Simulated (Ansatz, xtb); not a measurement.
Relative energy of two isomers of GeH9NSi2

Structure I: `[SiH3][N]([SiH3])[GeH3]`, a singlet. Structure II: `[SiH3]N[SiH2][GeH3]`, a singlet. Both are isolated molecules in the gas phase, relaxed with B3LYP/def2-SVP; each stands in its lowest conformer found.

Quicker runs give these differences E(II) − E(I): GFN2-xTB +2.66 kJ/mol; HF/STO-3G +5.20 kJ/mol (at GFN2-xTB geometries); r2SCAN-D4/def2-SVP −1.39 kJ/mol (at GFN2-xTB geometries).

**Question.** Which of the two would you expect CCSD(T)/def2-SVP + ΔMP2/def2-TZVPP electronic energies to favour?

**Answer.** Structure I; the calculation gives E(II) − E(I) = +6.36 kJ/mol.

How the difference moves with the method:

```tsv
level	geometry	E(II) − E(I) (kJ/mol)	departure from the last row (kJ/mol)	job, with rough time for the two
GFN2-xTB	GFN2-xTB	+2.66	−3.70	optimisation, 0.64 s
HF/STO-3G	GFN2-xTB	+5.20	−1.16	single point, 1.1 s
r2SCAN-D4/def2-SVP	GFN2-xTB	−1.39	−7.75	single point, 5.6 s
B3LYP/def2-SVP	B3LYP/def2-SVP	−6.73	−13.09	optimisation, 4.3 min
HF/def2-SVP	B3LYP/def2-SVP	+10.41	+4.05	part of the CCSD(T) run
MP2/def2-SVP	B3LYP/def2-SVP	+14.93	+8.57	part of the CCSD(T) run
CCSD(T)/def2-SVP	B3LYP/def2-SVP	+10.78	+4.42	single point
CCSD(T)/def2-SVP + ΔMP2/def2-TZVPP	B3LYP/def2-SVP	+6.36		single point, 66 s
```

As drawn, II has 1 Ge–Si, 1 N–H in place of 1 Ge–N, 1 Si–H.

B3LYP/def2-SVP puts the two in the other order. r2SCAN-D4/def2-SVP finds them nearly level. The largest departure from CCSD(T)/def2-SVP + ΔMP2/def2-TZVPP is that of B3LYP/def2-SVP, 13.09 kJ/mol. The last row adds to CCSD(T) the change of the MP2 difference between the two basis sets, here −4.42 kJ/mol.

With thermal terms from frequencies at re-optimised GFN2-xTB minima (ideal gas, soft modes damped towards free rotors, one conformer each, 298.15 K, 1 atm): on the last row, ΔE + ΔZPE = +13.64, ΔH = +14.15, ΔG = +13.27 kJ/mol.

The correlated steps freeze 20 core orbitals; the filled d shell of Ge is correlated, in a basis made for valence electrons. Run with Ansatz 0.2.0, xtb 6.7.1; the last row on 2 threads of Intel(R) Xeon(R) Processor @ 2.70GHz on a shared host.

The preference for the trisubstituted amine I is modest because the exchange of bonds nearly balances. Going to II gives up a polar Ge–N bond and a Si–H bond for a weak, almost nonpolar Ge–Si bond, and the strong N–H bond formed repays most of that loss. With large bond energies cancelling, small errors in describing each bond can decide the sign, as the two density functionals show. Hartree–Fock and CCSD(T) nearly agree in the same basis, so correlation contributes little net, and the B3LYP reversal is hard to blame on missing dispersion alone.

Vibration reinforces the electronic preference: zero-point energy raises the gap to +13.64 kJ/mol, probably because II carries a stiff N–H oscillator where I has a softer Si–H one. Entropy hardly matters, as expected for isomers of similar size and flexibility. The results therefore support I as the favoured isomer of these two, but the larger basis moves the balance towards II by an amount comparable to the electronic gap that remains, so the size of that gap is not settled.
